# Stretching cobalt: reading the density of states from a smearing term

## The question

A crystal of cobalt is expanded equally in all directions, from a compressed state to a stretched one, and at each volume the calculation reports a small energy called the smearing entropy term. Its value at the largest volume, 12.956 Å³/atom, is withheld. Can it be predicted from the five smaller volumes and from what expansion does to the electrons of a transition metal?

Ferromagnetic cobalt in a four-atom cell (space group P6_3/mmc) at several volumes, computed with Ansatz 0.2.0 using scalar-relativistic PBE, PAW and collinear spin. The plane-wave cutoff is 420 eV, the k mesh 24×24×8 and the Gaussian smearing width 0.1 eV. The smearing entropy term is −TS, the contribution to the free energy.

| volume (Å³/atom) | c/a | shortest distance (Å) | smearing entropy term (meV/atom) |
| --- | --- | --- | --- |
| 9.624 | 3.2483 | 2.383 | -3.970 |
| 10.238 | 3.2482 | 2.433 | -4.520 |
| 10.878 | 3.2482 | 2.483 | -4.320 |
| 11.544 | 3.2483 | 2.532 | -4.630 |
| 12.236 | 3.2482 | 2.582 | -5.270 |
| 12.956 | 3.2482 | 2.632 | ? |

The shortest distance is the one between neighbouring cobalt atoms. The layers are stacked in a four-layer sequence, double hexagonal close packing, and not in the two-layer sequence of ordinary cobalt. In all five known rows the crystal is a metal and a ferromagnet, so these rows can be compared as one state under changing volume.

The term becomes more negative from the smallest known volume to the largest, but not at every step. At 10.878 Å³/atom its size falls back by 0.2 meV/atom before growing again. A forecast has to take this unevenness seriously.

## What the term measures

In a metal some bands cross the Fermi level, and the sharp edge between filled and empty states makes sums over a finite mesh converge slowly. Smearing replaces the edge by a soft step of width $\sigma$, here 0.1 eV. The states near the Fermi level become partly filled, and the energy receives a term that has the form of an entropy contribution. It belongs to the numerical method and is not the heat-related entropy of cobalt at some temperature.

For Gaussian smearing, a state at a distance $x\sigma$ from the Fermi level contributes $-\sigma e^{-x^2}/(2\sqrt{\pi})$. Let $D$ be the density of states, the number of states per eV and atom with both spins counted. If $D$ is nearly constant over the width of the step, adding up all states gives

$$
\text{smearing entropy term} = -\tfrac{1}{2}D\sigma^2 .
$$

Most of the sum comes from states within about a tenth of an eV of the Fermi level. The term is thus a gauge of how crowded the levels are just where the filling stops.

Take the row at 12.236 Å³/atom, where the term is −5.27 meV/atom. Then $D = 2 \times 0.00527/0.1^2 \approx 1.05$ states per eV and atom. The same step gives about 0.79 at 9.624 Å³/atom. The question about the smearing term has become a question about the density of states: why does it rise on expansion, and how steadily?

## Why expansion crowds the levels

The 3d orbitals of cobalt are compact, and their overlap with those of neighbouring atoms falls steeply as the atoms move apart. In a simple picture the coupling between d orbitals, and with it the width of the d band, falls as the inverse fifth power of the distance. The band holds the same number of states at any width. When it narrows, those states are packed into a smaller range of energy.

Since volume goes as the cube of distance, the density of states should then grow as volume to the power 5/3. From 9.624 to 12.236 Å³/atom this predicts a growth of 49 %. The computed term grows by 33 %. The direction is right, but the growth is weaker than the picture demands.

The picture assumes that the band only changes its width while the Fermi level keeps its relative place in it. In a ferromagnet this need not hold. As the lattice expands, the magnetic moment rises from 1.54 to 1.72 Bohr magnetons per atom between the same two rows. The d states of the minority spin lose about 0.13 electrons per atom, so their filling changes along with their width.

With about one state per eV and atom, such a loss corresponds to a shift of the Fermi level within the minority band by something like a tenth of an eV. That is comparable with the smearing width. The density of states of a d band has peaks and valleys, and a shift of this size can carry the Fermi level from one towards the other. Such a shift can weaken the growth or strengthen it, depending on the shape of the band at that place. It may explain the weaker growth seen here, but only the full density of states at each volume could show this.

The dip at 10.878 Å³/atom is harder to explain in this way. From one row to the next the minority d states lose only a few hundredths of an electron, so the Fermi level shifts by only a few hundredths of an eV. The smearing averages the density of states over a wider range than that, and such an average would not be expected to fall and recover within so short a shift.

The finite mesh on which the bands are sampled is the likelier cause. A steep band has few mesh points near the Fermi level, and its levels pass through the smearing window one by one as the lattice expands. The moment keeps rising through that row, so no change of magnetic state is visible there. A run on a denser mesh would test this, and none is at hand.

## The forecast

Because pure narrowing overstates the growth, the forecast rests on a straight line in volume, fitted to the five known rows. With $V$ for the volume per atom and 10.878 Å³ as the reference, the size of the term in meV/atom is

$$
4.53 + 4.54\left(\frac{V}{10.878}-1\right).
$$

The two constants are almost equal, which would mean growth in proportion to the volume, but the slope is uncertain by about 1.3, so this should not be read as a law. At the withheld volume the bracket is 0.191, and the line gives $4.53 + 4.54\times0.191 \approx 5.4$.

**The forecast is −5.4 meV/atom, with a range from −5.9 to −4.9.** The standard prediction error of the line is about 0.4 meV/atom. The range is somewhat wider, because a single standard error is often exceeded, above all when it is itself estimated from five points. A value more negative than in every known row is more likely than not, but not certain.

Pure narrowing would give a more negative value. Fitted to all five known rows it yields −6.0 meV/atom, just outside the range. Scaled up from the last known row alone it yields −5.8, which lies inside. The line describes the known rows better, though only slightly when each row is left out in turn and predicted from the others.

## The computed value

The withheld rows as computed:

| volume (Å³/atom) | c/a | shortest distance (Å) | smearing entropy term (meV/atom) |
| --- | --- | --- | --- |
| 12.956 | 3.2482 | 2.632 | -5.070 |

The computed term is −5.07 meV/atom. It lies within the stated range, and the line misses it by 0.33 meV/atom, about 6 % of the computed value. The call on direction failed: the term is less negative than at 12.236 Å³/atom, where a further growth had seemed more likely. Repeating the last known value would have come closer than the line did.

The last step is a second setback of 0.2 meV/atom, as large as the one at 10.878 Å³/atom. The magnetism does not change its course here: the moment goes on rising, from 1.72 to 1.77 Bohr magnetons per atom, by as much as in the step before. The finite mesh is again the likelier cause, though only a run on a denser one could confirm it. The range was wide enough because it had been built from scatter of this kind.

Pure narrowing does worse. Its fit to the five rows misses the new value by 0.9 meV/atom, and the estimate scaled from the last known row misses by about 0.7. Over the full series the volume grows by a factor of $12.956/9.624 \approx 1.35$, for which the 5/3 law predicts a factor of about 1.6 in the term. The computed factor is $5.07/3.97 \approx 1.28$.

Band narrowing therefore remains a sound reason to expect more crowded levels in a stretched transition metal whose Fermi level lies in the d band, as long as no magnetic moment appears on the way. It is a poor guide to the size of a single step. The smearing term looks at a thin slice of the band, where a finite mesh offers few levels, while the narrowing law describes the band as a whole.

## What this means for a pressure curve

Someone who uses such energies to find how cobalt responds to pressure may ask whether the smearing distorts the answer. Smearing also raises the band energy, and this cancels half of the entropy term. The other half stays in the free energy. A part that is the same at every volume has no effect on the pressure; only its change with volume counts.

The fitted line turns that change into an added pressure of about 0.03 GPa. The local value varies because the steps are uneven, but even the steepest step in the table corresponds to less than 0.1 GPa. The calculated pressure at 9.624 Å³/atom is 35 GPa. Through this term, the irregularities that spoil the forecast thus hardly touch the equation of state over this range.

The output below gives the density of states for each row and the two fits, both made without the withheld row.

Printed output of the fit:

```
Smearing term read as a density of states:
     row  magnitude in meV/atom  step from previous row in meV/atom  states per eV and atom
   9.624                   3.97                                 n/a                   0.794
  10.238                   4.52                                0.55                   0.904
  10.878                   4.32                                -0.2                   0.864
  11.544                   4.63                                0.31                   0.926
  12.236                   5.27                                0.64                   1.054
  12.956                   5.07                                -0.2                   1.014
Growth of the magnitude from first to last known row in percent: 32.75
Growth expected from pure d-band narrowing over the same rows in percent: 49.21
fit of mag on 5 rows: constant 4.531 +/- 0.11, coefficient of x 4.535 +/- 1.3; rms 0.186, worst 10.238 -0.256, leave-one-out rms 0.31
  rows outside the fit (model, value, miss): 12.956 5.397, 5.07, 0.327
fit of mag on 5 rows: coefficient of (vol/vref)**(5/3) 4.471 +/- 0.15; rms 0.31, worst 10.238 -0.478, leave-one-out rms 0.378
  rows outside the fit (model, value, miss): 12.956 5.984, 5.07, 0.914
Effective exponent of volume at the reference volume: 1.001
Standard prediction error of the line at the withheld volume in meV/atom: 0.3553
Forecast of the smearing term at the withheld volume in meV/atom: -5.397
Pure narrowing scaled from the last known row in meV/atom: -5.797
Moment in the first known row in Bohr magnetons per atom: 1.539
Moment in the last known row in Bohr magnetons per atom: 1.721
Loss of minority d electrons per atom from first to last known row: 0.1343
Pressure added by the smearing in GPa: 0.0334
```
